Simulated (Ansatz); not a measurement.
# PbO2: pressure as volume per atom varies

All results are calculated (Ansatz 0.2.0). Density functional stress and forces at fixed atoms, pressure and stress positive in compression, spin-unpolarised plane waves.

Cell of the first row (space group P4_2/mnm, No. 136):
```
PbO2
1.0
      4.8343     0.0000     0.0000
      0.0000     4.8343     0.0000
      0.0000     0.0000     3.3054
Pb O
2 4
Direct
  0.00000 0.00000 0.00000
  0.50000 0.50000 0.50000
  0.30552 0.30552 0.00000
  0.19448 0.80552 0.50000
  0.80552 0.19448 0.50000
  0.69448 0.69448 0.00000
```

Settings of every row: periodic directions 3; functional r2SCAN; spin orbit yes; potentials PAW; wave cutoff 500 eV; k mesh 6x6x8; smearing width 0.02 eV.

Limits: the cell comes from a prototype or a list of computed structures and needn't be the stable phase.

```csv
row,volume per atom (Å³),pressure (GPa)
1,12.875,16.59
2,13.277,9.99
3,13.688,4.34
4,14.107,-0.48
5,14.534,-4.53
6,14.97,?
```

Question: what pressure should row 6 give?

Worked fit of pressure. Take u = (V_r/V)^(2/3) − 1 with V_r = 13.688 Å³ an atom, which is twice the finite (Eulerian) strain; such expansions in the strain, on which the Birch-Murnaghan equation of state is built, carry the rest volume and the bulk modulus. The shown rows have u = 0.04167, 0.02053, 0, -0.0199, -0.03919. Least squares give pressure = 4.334 + 258.97 × u + 840 × u² GPa; a straight line predicts inner rows, each left out in turn, worse (root mean square 0.64 against 0.017 GPa). The rows lie off it by 0.01, -0.01, 0.01, 0.01, -0.01. The pressure vanishes at u = -0.0178, or V = 14.06 Å³ an atom, and there the bulk modulus with atoms relaxed is B = −V dP/dV = (2/3)(1 + u) dP/du = 150 GPa. The withheld row has u = -0.05794, so the fit gives 4.334 + 258.97 × (-0.05794) + 840 × (-0.05794)² = -7.85 GPa.

The calculation gave -7.93 GPa. The fit lies 0.08 GPa (1 % of the value, 0.33 % of the column's range) above it; its largest miss of a shown row is 0.01 GPa. This row lies beyond the range of the fit.
